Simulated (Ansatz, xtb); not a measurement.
## Relative energy of two isomers of C5H12OSi

Structure a is `C/C=C\CO[SiH2]C`, a singlet and structure b is `C[C@@H]1CCC[SiH2]O1`, a singlet. Both are isolated molecules in the gas phase, relaxed with B3LYP/def2-SVP; the shapes shown needn't be the lowest conformers.

a (Å):

```xyz
19

C     0.5839   -2.4766   -1.2441
C     0.2582   -2.9583    0.1404
C    -0.0600   -2.2268    1.2175
C    -0.1566   -0.7316    1.3153
C    -3.4133    1.0524    3.3626
O    -1.3298   -0.3833    2.0322
Si   -1.8085    1.1737    2.4087
H    -0.0364   -2.9967   -1.9943
H     1.6343   -2.7014   -1.5019
H     0.4362   -1.3945   -1.3720
H     0.2974   -4.0468    0.2735
H    -0.2683   -2.7430    2.1618
H     0.7375   -0.3417    1.8467
H    -0.1580   -0.2634    0.3135
H    -1.9932    1.9708    1.1537
H    -0.7513    1.8525    3.2250
H    -3.2761    0.4735    4.2897
H    -3.7771    2.0569    3.6347
H    -4.1905    0.5566    2.7597
```

b (Å):

```xyz
19

C    -1.8873   -1.3023    1.6891
C    -0.7738   -0.7583    0.8047
C     0.6207   -1.2299    1.2470
C     1.7741   -0.6995    0.3774
C     1.9237    0.8380    0.4336
O    -0.8738    0.6681    0.8150
Si    0.2589    1.6369    0.0476
H    -2.8625   -0.9309    1.3404
H    -1.7463   -0.9660    2.7288
H    -1.9041   -2.4035    1.6741
H    -0.9418   -1.1178   -0.2332
H     0.6304   -2.3332    1.2359
H     0.7753   -0.9226    2.2977
H     2.7160   -1.1820    0.6905
H     1.6084   -1.0176   -0.6692
H     2.7147    1.1826   -0.2541
H     2.2320    1.1457    1.4491
H     0.1033    3.0138    0.5897
H     0.0216    1.6614   -1.4314
```

Quicker runs give these differences E(b) − E(a): GFN2-xTB −29.7 kcal/mol; HF/STO-3G −48.2 kcal/mol (at GFN2-xTB geometries); r2SCAN-D4/def2-SVP −23.7 kcal/mol (at GFN2-xTB geometries).

**Question.** Estimate E(b) − E(a) at the level CCSD(T)/def2-SVP + ΔMP2/def2-TZVPP.

**Answer.** Calculated at CCSD(T)/def2-SVP + ΔMP2/def2-TZVPP: E(b) − E(a) = −20.8 kcal/mol, so structure b lies lower.

Level by level:

```
                             level        geometry  E(b) − E(a) (kcal/mol)  departure from the last row (kcal/mol)  job, with rough time for the two
                          GFN2-xTB        GFN2-xTB                     −29.7                                    −8.9              optimisation, 0.27 s
                         HF/STO-3G        GFN2-xTB                     −48.2                                   −27.3              single point, 0.46 s
                r2SCAN-D4/def2-SVP        GFN2-xTB                     −23.7                                    −2.9               single point, 4.5 s
                    B3LYP/def2-SVP  B3LYP/def2-SVP                     −18.0                                    +2.8                optimisation, 68 s
                       HF/def2-SVP  B3LYP/def2-SVP                     −17.7                                    +3.1           part of the CCSD(T) run
                      MP2/def2-SVP  B3LYP/def2-SVP                     −25.2                                    −4.4           part of the CCSD(T) run
                  CCSD(T)/def2-SVP  B3LYP/def2-SVP                     −23.0                                    −2.2                      single point
CCSD(T)/def2-SVP + ΔMP2/def2-TZVPP  B3LYP/def2-SVP                     −20.8                                                     single point, 2.2 min
```

As drawn, b has 2 C–C in place of 1 C=C. Structure a has no ring, b a 6-membered ring.

None of the levels shown reverses the order. The largest departure from CCSD(T)/def2-SVP + ΔMP2/def2-TZVPP is that of HF/STO-3G, 27.3 kcal/mol. The last row adds to CCSD(T) the change of the MP2 difference between the two basis sets, here +2.2 kcal/mol.

With thermal terms from frequencies at re-optimised GFN2-xTB minima (ideal gas, soft modes damped towards free rotors, one conformer each, 298.15 K, 1 atm): the zero-point term adds +3.6 kcal/mol; ΔH is −18.8 and ΔG −14.3 kcal/mol.

The correlated steps freeze 11 core orbitals. Mirror images aren't counted in ΔG. Programs: Ansatz 0.2.0, xtb 6.7.1; the last row on 4 threads of Arm Neoverse V1 on a shared host.

The cyclic isomer b is favoured because the π component of a C=C bond is exchanged for a stronger C–C σ bond, while the Si–O, Si–C and C–O bond counts stay the same. Little of this gain is probably lost to strain, since a six-membered ring with long bonds to silicon can keep nearly relaxed angles. Closing the ring turns soft torsions into stiffer skeletal modes, so zero-point energy and entropy both favour the open chain, but the free energy still favours b.

HF/STO-3G exaggerates the preference mainly because a minimal basis describes the π bond poorly; Hartree–Fock in def2-SVP gives only −17.7 kcal/mol. Correlation then favours b, as expected for a more compact skeleton with more close contacts between σ bonds. B3LYP recovers little of this, probably because it lacks medium-range correlation, and its closeness to the final value owes something to cancellation with basis-set error. The energy difference implies nothing about how readily a would cyclise, which depends on the barrier.
